**Hyperfine constants of W⁵⁺: one-electron factors and many-body steps**

The table holds A/g (MHz) and B/Q (MHz/barn) for nine valence states of W⁵⁺ over a closed [Xe] 4f¹⁴ core, at frozen-core Dirac-Hartree-Fock, with RPA core polarisation, and with Brueckner orbitals plus RPA. The program tests the parameter-free one-electron formulas with a shared ⟨r⁻³⟩, with Casimir's relativistic factor for A, against the DHF values, and works out the size and sign of each many-body step. The doublet ratios of A come within 5% of DHF, and B derived from A is 0.5 to 2% low for j ≥ 5/2 and 9 to 10% low for j = 3/2. RPA removes 79% of A in 5d5/2 and reverses its sign in 5f7/2, and the shifts within a doublet do not cancel as a pure nonrelativistic contact term would. RPA raises every B/Q, more than fourfold in 5f, where the electron's own gradient is small, and Brueckner orbitals make every entry more positive, in proportion to the RPA value most strongly A of 5f5/2.

Calculated values. Hyperfine constants of W5+ (Z = 74), one electron outside a closed [Xe] 4f14 core, from B-spline many-body code 1: no-pair Dirac-Coulomb, frozen-core Dirac-Hartree-Fock (DHF), static RPA core polarisation, and Brueckner orbitals from a second-order and RPA-screened correlation potential. The nucleus is uniformly magnetised, with an rms radius of 5.3658 fm.

## Script

```python
# Table: hyperfine A/g (MHz) and B/Q (MHz/barn) of W5+ valence states, B-spline many-body code,
# at DHF, DHF+RPA and Brueckner+RPA. Tested: one-electron angular factors (with Casimir's
# relativistic factor for A) against DHF, and the size and sign of each many-body step.
T = {
    'hyperfine': ['6s1/2', '6p1/2', '6p3/2', '5d3/2', '6d3/2', '5d5/2', '6d5/2', '5f5/2', '5f7/2'],
    'hyperfine_a_dhf': [40040, 9776, 1078, 1614, 412.5, 625.2, 163.5, 71.08, 39.72],  # MHz
    'hyperfine_a_rpa': [44690, 10920, 1480, 1733, 485.3, 130.1, 172.6, 89.89, -25.46],  # MHz
    'hyperfine_a_brueckner_rpa': [47350, 11940, 1607, 1795, 514.3, 155.5, 189.0, 117.7, -23.28],  # MHz
    'hyperfine_b_dhf': [None, None, 2190, 1110, 283.0, 1310, 343.0, 73.9, 86.0],  # MHz/barn
    'hyperfine_b_rpa': [None, None, 2710, 1240, 471, 1550, 597, 320, 381],  # MHz/barn
    'hyperfine_b_brueckner_rpa': [None, None, 2940, 1290, 497, 1610, 630, 352, 417],  # MHz/barn
}
import math
from scipy import constants as C
pc = C.physical_constants
a0 = pc['Bohr radius'][0]
A0 = C.mu_0/(4*math.pi)*2*pc['Bohr magneton'][0]*pc['nuclear magneton'][0]/a0**3/C.h/1e6
B0 = C.e**2/(4*math.pi*C.epsilon_0*a0**3)*1e-28/C.h/1e6
Z = 74
S = T['hyperfine']
col = lambda k: dict(zip(S, T[k]))
Ad, Ar, Ab = col('hyperfine_a_dhf'), col('hyperfine_a_rpa'), col('hyperfine_a_brueckner_rpa')
Bd, Br, Bb = col('hyperfine_b_dhf'), col('hyperfine_b_rpa'), col('hyperfine_b_brueckner_rpa')
l = {s: 'spdf'.index(s[1]) for s in S}
j = {s: int(s[2])/2 for s in S}
fa = lambda s: l[s]*(l[s]+1)/(j[s]*(j[s]+1))
fb = lambda s: (2*j[s]-1)/(2*j[s]+2)
def F(s):
    r = math.sqrt((j[s]+0.5)**2-(Z*C.alpha)**2)
    return 4*j[s]*(j[s]+0.5)*(j[s]+1)/(r*(4*r*r-1))
half = lambda x: 0.5*10**(math.floor(math.log10(abs(x)))-2)  # half unit of third digit
D = [('6p1/2', '6p3/2'), ('5d3/2', '5d5/2'), ('6d3/2', '6d5/2'), ('5f5/2', '5f7/2')]
SB = [s for s in S if Bd[s] is not None]
print(f"Units per bohr^-3: A/g {A0:.2f} MHz, B/Q {B0:.1f} MHz/barn; Z alpha {Z*C.alpha:.3f}")
print(f"DHF A 6s1/2 over 5f7/2: {Ad['6s1/2']/Ad['5f7/2']:.0f}")
print("A(low j)/A(high j): angular, with Casimir factor, DHF, misfit; RPA, Brueckner")
for a, b in D:
    nr = fa(a)/fa(b); rel = nr*F(a)/F(b); t = Ad[a]/Ad[b]
    print(f" {a[:2]}: {nr:.2f} {rel:.2f} {t:.2f} {100*(rel/t-1):+.1f}%; {Ar[a]/Ar[b]:.2f} {Ab[a]/Ab[b]:.2f}")
    assert abs(rel/t-1) < 0.10
print("B(high j)/B(low j): angular, DHF, RPA, Brueckner")
for a, b in D[1:]:
    print(f" {a[:2]}: {fb(b)/fb(a):.2f} {Bd[b]/Bd[a]:.2f} {Br[b]/Br[a]:.2f} {Bb[b]/Bb[a]:.2f}")
print("5d/6d at DHF, j=3/2 and 5/2: A %.2f %.2f, B %.2f %.2f" % (
    Ad['5d3/2']/Ad['6d3/2'], Ad['5d5/2']/Ad['6d5/2'], Bd['5d3/2']/Bd['6d3/2'], Bd['5d5/2']/Bd['6d5/2']))
print("A/g steps: RPA MHz (% of DHF); Brueckner MHz (% of |RPA|, % of DHF)")
for s in S:
    d1, d2 = Ar[s]-Ad[s], Ab[s]-Ar[s]
    print(f" {s}: {d1:+.1f} ({100*d1/Ad[s]:+.1f}%); {d2:+.1f} ({100*d2/abs(Ar[s]):+.1f}%, {100*d2/Ad[s]:+.1f}%)")
print("RPA shift of A, doublet sum (zero for a pure contact term): MHz, % of DHF sum")
for a, b in D:
    sm = Ar[a]-Ad[a]+Ar[b]-Ad[b]
    print(f" {a[:2]}: {sm:+.1f} MHz, {100*sm/(Ad[a]+Ad[b]):+.1f}%")
print("B/Q: <r^-3> from DHF A (bohr^-3), B from it (MHz/barn), misfit to DHF B;")
print(" RPA/DHF, RPA shift, shift/angular factor +- rounding (MHz/barn), Brueckner %")
for s in SB:
    r3 = Ad[s]/(A0*fa(s)); bp = B0*fb(s)*r3; d = Br[s]-Bd[s]
    u = (half(Br[s])+half(Bd[s]))/fb(s)
    print(f" {s}: {r3:.2f} {bp:.1f} {100*(bp/Bd[s]-1):+.1f}%; {Br[s]/Bd[s]:.2f} {d:+.0f} "
          f"{d/fb(s):.0f}+-{u:.0f} {100*(Bb[s]/Br[s]-1):+.1f}%")
print(f"Rounding: B up to {max(100*half(Bd[s])/Bd[s] for s in SB):.2f}%, A up to 0.05%")
# doublet splittings in 1/cm (DHF, correlated): further outputs of the same run
sp = {'6p': (16418.8, 17500.2), '5d': (7981.33, 8702.74), '6d': (2626.58, 2741.01), '5f': (244.762, 811.767)}
print("Doublet splitting, correlated/DHF: " + ", ".join(f"{k} {v[1]/v[0]:.2f}" for k, v in sp.items()))
print("Splitting change, 1/cm: " + ", ".join(f"{k} {v[1]-v[0]:+.0f}" for k, v in sp.items()))
assert Ar['5d5/2'] < Ad['5d5/2'] and Ar['5d3/2'] > Ad['5d3/2'] and Ar['5f7/2'] < 0 < Ad['5f7/2']
assert all(Bb[s] > Br[s] > Bd[s] for s in SB)
assert all(Ab[s] > Ar[s] for s in S)
```

Output:

```
Units per bohr^-3: A/g 95.41 MHz, B/Q 235.0 MHz/barn; Z alpha 0.540
DHF A 6s1/2 over 5f7/2: 1008
A(low j)/A(high j): angular, with Casimir factor, DHF, misfit; RPA, Brueckner
 6p: 5.00 8.63 9.07 -4.8%; 7.38 7.43
 5d: 2.33 2.50 2.58 -3.2%; 13.32 11.54
 6d: 2.33 2.50 2.52 -1.0%; 2.81 2.72
 5f: 1.80 1.84 1.79 +2.9%; -3.53 -5.06
B(high j)/B(low j): angular, DHF, RPA, Brueckner
 5d: 1.43 1.18 1.25 1.25
 6d: 1.43 1.21 1.27 1.27
 5f: 1.17 1.16 1.19 1.18
5d/6d at DHF, j=3/2 and 5/2: A 3.91 3.82, B 3.92 3.82
A/g steps: RPA MHz (% of DHF); Brueckner MHz (% of |RPA|, % of DHF)
 6s1/2: +4650.0 (+11.6%); +2660.0 (+6.0%, +6.6%)
 6p1/2: +1144.0 (+11.7%); +1020.0 (+9.3%, +10.4%)
 6p3/2: +402.0 (+37.3%); +127.0 (+8.6%, +11.8%)
 5d3/2: +119.0 (+7.4%); +62.0 (+3.6%, +3.8%)
 6d3/2: +72.8 (+17.6%); +29.0 (+6.0%, +7.0%)
 5d5/2: -495.1 (-79.2%); +25.4 (+19.5%, +4.1%)
 6d5/2: +9.1 (+5.6%); +16.4 (+9.5%, +10.0%)
 5f5/2: +18.8 (+26.5%); +27.8 (+30.9%, +39.1%)
 5f7/2: -65.2 (-164.1%); +2.2 (+8.6%, +5.5%)
RPA shift of A, doublet sum (zero for a pure contact term): MHz, % of DHF sum
 6p: +1546.0 MHz, +14.2%
 5d: -376.1 MHz, -16.8%
 6d: +81.9 MHz, +14.2%
 5f: -46.4 MHz, -41.9%
B/Q: <r^-3> from DHF A (bohr^-3), B from it (MHz/barn), misfit to DHF B;
 RPA/DHF, RPA shift, shift/angular factor +- rounding (MHz/barn), Brueckner %
 6p3/2: 21.18 1991.1 -9.1%; 1.24 +520 1300+-25 +8.5%
 5d3/2: 10.57 993.7 -10.5%; 1.12 +130 325+-25 +4.0%
 6d3/2: 2.70 254.0 -10.3%; 1.66 +188 470+-2 +5.5%
 5d5/2: 9.56 1283.1 -2.1%; 1.18 +240 420+-18 +3.9%
 6d5/2: 2.50 335.5 -2.2%; 1.74 +254 444+-2 +5.5%
 5f5/2: 0.54 72.9 -1.3%; 4.33 +246 431+-1 +10.0%
 5f7/2: 0.55 85.6 -0.5%; 4.43 +295 442+-1 +9.4%
Rounding: B up to 0.45%, A up to 0.05%
Doublet splitting, correlated/DHF: 6p 1.07, 5d 1.09, 6d 1.04, 5f 3.32
Splitting change, 1/cm: 6p +1081, 5d +721, 6d +114, 5f +567
```
